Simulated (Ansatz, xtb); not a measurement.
## Relative energy of two isomers of C3H7ClGe

We compare I, `Cl[C@@H]1C[C@H]1[GeH3]`, a singlet, with II, `Cl[C@@H]1C[C@@H]1[GeH3]`, a singlet. Both are isolated molecules in the gas phase, relaxed with r2SCAN-D4/def2-SVP.

Energies in hartree; the thermal terms are from GFN2-xTB frequencies at re-optimised GFN2-xTB minima (ideal gas, soft modes damped towards free rotors, one conformer each, 298.15 K, 1 atm) and include the zero-point energy:

|  | I | II |
| --- | --- | --- |
| E, CCSD(T)/def2-SVP | −2652.864462 | −2652.865740 |
| E, MP2/def2-SVP | −2652.790413 | −2652.791583 |
| E, MP2/def2-TZVPP | −2653.512312 | −2653.512402 |
| zero-point energy | 0.082773 | 0.083436 |
| H(298 K) − E | 0.090765 | 0.091009 |
| G(298 K) − E | 0.050315 | 0.052021 |

Q: Correct the CCSD(T) difference for the basis set by the MP2 change, then work out ΔE, ΔE₀, ΔH and ΔG for I → II in kJ/mol (1 Eh = 2625.50 kJ/mol) and the equilibrium ratio [II]/[I].

A: 1. Differences II − I: CCSD(T) −0.001278, MP2 in the small set −0.001170, MP2 in the large set −0.000090 Eh.
2. ΔE = −0.001278 + (−0.000090 − (−0.001170)) = −0.000198 Eh = −0.52 kJ/mol.
3. ΔE₀ = ΔE + ΔZPE = −0.000198 + (+0.000663) Eh = +1.22 kJ/mol.
4. ΔH = ΔE + (+0.000244) Eh = +0.12 kJ/mol.
5. ΔG = ΔE + (+0.001706) Eh = +3.96 kJ/mol, so ΔS = (ΔH − ΔG)/T = −12.9 J/(mol K).
6. kT = 0.9442 mEh, so K = [II]/[I] = exp(−ΔG/kT) = exp(−1.60) ≈ 0.2.

The two are too close for this level to say which is favoured. An error of 4 kJ/mol in ΔG would change K by a factor of 5. Mirror images and further conformers aren't counted.

As drawn, both hold the same kinds of bond in the same numbers.

Other levels gave ΔE = −13.3 (GFN2-xTB); +12.4 (HF/STO-3G, GFN2-xTB geometries); +5.1 (r2SCAN-D4/def2-SVP//GFN2-xTB); −3.2 (r2SCAN-D4/def2-SVP); −1.5 (HF/def2-SVP); −3.1 (MP2/def2-SVP); −3.4 (CCSD(T)/def2-SVP) kJ/mol. The correlated steps freeze 17 core orbitals; the filled d shell of Ge is correlated, in a basis made for valence electrons. Programs: Ansatz 0.2.0, xtb 6.7.1.

Isomer I is the trans and II the cis form of 1-chloro-2-germylcyclopropane, so the comparison is one of through-space interactions across the ring. The electronic difference of −0.52 kJ/mol shows almost none of the cis penalty expected from crowding alone. The long C–Ge bond eases the repulsion, and attraction between negatively polarised chlorine and electropositive germanium, perhaps with some donation from a chlorine lone pair into a germanium-centred σ* orbital, probably offsets what remains.

The computed free-energy preference for trans is therefore almost entirely entropic. Cis also has the larger zero-point energy, and both terms would fit a germyl group whose torsion and rocking are stiffened by the neighbouring chlorine. However, GFN2-xTB, which supplies these terms, favours cis by 13.3 kJ/mol, which suggests that it overbinds the Cl···Ge contact and so may exaggerate the stiffening. The entropy penalty, and with it the trans preference, could then shrink with frequencies from a method that describes this contact better.
